**The row at 1.23 eV**

Just above the Fermi level, the density of states of TiPt₈ is dying away. It falls bin by bin to 3.42 states/eV/cell at 0.72 eV, as it should near the top of a nearly filled d band. Then, at 1.23 eV, it jumps to 9.32, which is higher than at the Fermi level. The next bin is lower but still stands out, and a remnant is left at 2.23 eV.

Densities of states of TiPt₈ (9-atom cell) from Ansatz 0.2.0: r2SCAN, scalar-relativistic, PAW with a 500 eV plane-wave cutoff. The unrelaxed cell was treated without spin polarisation, on a 9×9×9 k-mesh with Fermi–Dirac smearing of 0.1 eV. Values are means over 0.5 eV bins; projections are summed over all atoms of an element.

| bin centre from the Fermi level (eV) | total (states/eV/cell) | on Pt d (states/eV/cell) | on Pt s (states/eV/cell) | on Ti d (states/eV/cell) |
| --- | --- | --- | --- | --- |
| -10.78 | 0.00 | 0.00 | 0.00 | 0.00 |
| -10.28 | 0.04 | 0.00 | 0.04 | 0.00 |
| -9.78 | 0.37 | 0.00 | 0.32 | 0.00 |
| -9.28 | 0.63 | 0.01 | 0.56 | 0.00 |
| -8.78 | 0.85 | 0.04 | 0.75 | 0.00 |
| -8.28 | 1.14 | 0.11 | 0.93 | 0.01 |
| -7.78 | 1.92 | 0.42 | 1.37 | 0.02 |
| -7.28 | 3.74 | 1.84 | 1.72 | 0.07 |
| -6.78 | 8.33 | 5.82 | 2.12 | 0.17 |
| -6.28 | 12.15 | 9.94 | 1.66 | 0.29 |
| -5.78 | 11.25 | 10.00 | 0.72 | 0.25 |
| -5.28 | 10.10 | 9.35 | 0.30 | 0.26 |
| -4.78 | 10.96 | 10.26 | 0.29 | 0.21 |
| -4.28 | 13.60 | 12.40 | 0.54 | 0.34 |
| -3.77 | 14.55 | 13.05 | 0.72 | 0.28 |
| -3.27 | 14.95 | 13.35 | 0.60 | 0.52 |
| -2.77 | 11.15 | 9.73 | 0.50 | 0.52 |
| -2.27 | 11.95 | 10.60 | 0.50 | 0.56 |
| -1.77 | 11.45 | 10.10 | 0.44 | 0.64 |
| -1.27 | 10.77 | 9.62 | 0.35 | 0.55 |
| -0.78 | 10.04 | 8.94 | 0.36 | 0.45 |
| -0.28 | 7.73 | 6.97 | 0.31 | 0.23 |
| 0.23 | 6.56 | 5.46 | 0.43 | 0.43 |
| 0.72 | 3.42 | 1.85 | 0.38 | 0.84 |
| 1.23 | 9.32 | 2.90 | 0.54 | 5.38 |
| 1.73 | 7.47 | 2.15 | 0.90 | 3.93 |
| 2.23 | 3.60 | 1.02 | 0.84 | 1.26 |
| 2.73 | 1.69 | 0.34 | 0.40 | 0.50 |
| 3.23 | 3.20 | 0.58 | 0.95 | 0.78 |
| 3.73 | 2.57 | 0.39 | 0.84 | 0.40 |
| 4.22 | 2.36 | 0.30 | 0.83 | 0.23 |
| 4.72 | 2.30 | 0.24 | 0.86 | 0.16 |
| 5.22 | 1.96 | 0.17 | 0.79 | 0.10 |
| 5.72 | 2.00 | 0.15 | 0.90 | 0.08 |
| 6.22 | 2.84 | 0.23 | 1.48 | 0.10 |
| 6.72 | 2.64 | 0.17 | 1.12 | 0.07 |

**How large is the break?**

A smooth decline can be drawn as a straight line between the rows on either side of the peak, 0.72 and 2.73 eV. The peak rows themselves play no part in fixing it. At 1.23 eV, a quarter of the way along, the line gives

3.42 − 0.25 × (3.42 − 1.69) ≈ 3.0 states/eV/cell,

so the row stands about 6.3 above it.

Summed over the three rows and multiplied by the bin width of 0.5 eV, the excess is 6.4 states per cell. A flat background, taken as the mean of all rows above 3 eV, gives 6.5. The two backgrounds have nearly the same mean height under the peak, so they agree closely; a much lower or higher background would change the size. The output after this text lists both estimates.

**Whose states are they?**

The same straight line, drawn for each orbital column, assigns about two thirds of the excess to Ti d and about a fifth to Pt d. Pt s contributes less than a tenth. This is striking in a crystal with one Ti atom for every eight Pt atoms. If Ti simply shared the Pt d band, its d density would be one eighth of that on Pt, or 0.36 at 1.23 eV; the calculation gives 5.38.

The filled side shows the opposite imbalance. By the same rule of one eighth, Ti would hold 8.9 d electrons below the Fermi level, whereas the projection finds 2.7. Most of the Ti d character has been moved upwards.

**Why Ti stands apart**

Titanium is at the beginning of its transition row and platinum near the end of its own. Across such a row the nuclear charge grows faster than the d electrons can screen it, so d levels sink. Platinum belongs to a later row, but it stands six groups further to the right, and this outweighs the difference between the rows. The Ti 3d level is therefore expected above most of the Pt 5d band, and the projections agree.

The surroundings help to keep the Ti states together in energy. Each Ti atom has twelve Pt atoms as nearest neighbours and no Ti atom among them. A Ti d electron can spread through the crystal mainly by way of Pt orbitals. Where the Pt d band is running out, few Pt d states of matching energy are available, and the Ti states stay in a narrow peak.

They are not pure Ti states, however. When a higher and a lower level mix, the lower combination is bonding and mostly Pt, while the upper one is antibonding and mostly Ti. This explains why Pt d appears in the peak and Ti d in the filled band. The projections show the mixed character; the labels bonding and antibonding come from the theory of two coupled levels and aren't tested here.

**Counting the states**

Mixing changes the character of states but not their number. Eight Pt atoms bring 8 × 10 = 80 d states and one Ti atom brings 10, counting both spins. If the two groups remain separated, about 10 d states should lie above the minimum at 0.72 eV that divides them, whatever their mixture of Ti and Pt.

The table gives 10.8 above the row at 0.72 eV. Of these, 8.3 lie in the three peak rows and the rest in a thin tail that reaches the top of the window. The agreement depends on where the line is drawn: with the minimum row counted as part of the upper group, the number rises to 12.2. The two groups overlap somewhat, and both also mix with s and p states.

The same count can be read as an exchange. If the upper group is to keep 10 d states, every bit of Ti character lent to the lower group must be replaced by Pt character in the upper one. The calculation finds 3.3 states' worth of Ti d up to the minimum and 4.3 of Pt d above it. The exchange is roughly balanced, as two mixed but still distinct groups require. This is the first count in another form and not a separate test.

**Why the peak is empty**

Platinum brings ten valence electrons per atom and titanium four, which makes 84 per cell. The lower, Pt-rich group has 80 d states, but s states lie in the same energy range, so there is room for more than 84 electrons up to the minimum. The electrons fill most of this range and run out just before the minimum. The crystal is a metal whose states at the Fermi level are mainly Pt d, and the Ti-rich peak remains unoccupied.

**What may shift**

The cell is unrelaxed, with sizeable forces on four of its Pt atoms, and spin–orbit coupling, which is strong in Pt, is left out. Both can move or reshape the peak. Its distance from the Fermi level is also a Kohn–Sham energy, which a measured spectrum of empty states need not match. The unrelaxed cell and the missing coupling also advise caution with the smaller break inside the filled band, where the total drops by 3.8 between −3.27 and −2.77 eV. Nearly all of that drop is on Pt d, so it belongs to the internal structure of the Pt band and not to the separation of Ti from Pt.

Output of the analysis:

```
smooth bridge at 1.23, 1.73, 2.23 eV (states/eV/cell): 2.981, 2.551, 2.12
excess of the total over the bridge in these rows (states/eV/cell): 6.339, 4.919, 1.48
integrated excess over the bridge (states/cell): 6.369
share of the excess on Ti d (%): 67.22
share of the excess on Pt d (%): 21.95
share of the excess on Pt s (%): 8.713
flat background, mean of the rows above 3 eV (states/eV/cell): 2.484
integrated excess over the flat background (states/cell): 6.469
total less flat background, rows from 2.73 eV up (states/eV/cell): -0.7938, 0.7163, 0.08625, -0.1238, -0.1838, -0.5238, -0.4838, 0.3562, 0.1562
step of total and then of Pt d from -3.27 to -2.77 eV (states/eV/cell): -3.8
same step on Pt d (states/eV/cell): -3.62
electrons counted in the filled rows (per cell): 83.83
Pt d and Ti d states in the whole window, sum (of 90 per cell): 89.07
filled Ti d (electrons/cell): 2.685
filled Ti d if Ti shared the Pt d band (electrons/cell): 8.909
Ti d expected from a common band in the peak rows (states/eV/cell): 0.3625, 0.2687, 0.1275
d states above the minimum (split band expects 10 per cell): 10.81
the same with the row 0.72 eV counted as above (states/cell): 12.16
d states in the three peak rows alone (states/cell): 8.32
Ti d weight up to and including the minimum (states/cell): 3.32
Pt d weight above the minimum (states/cell): 4.32
```
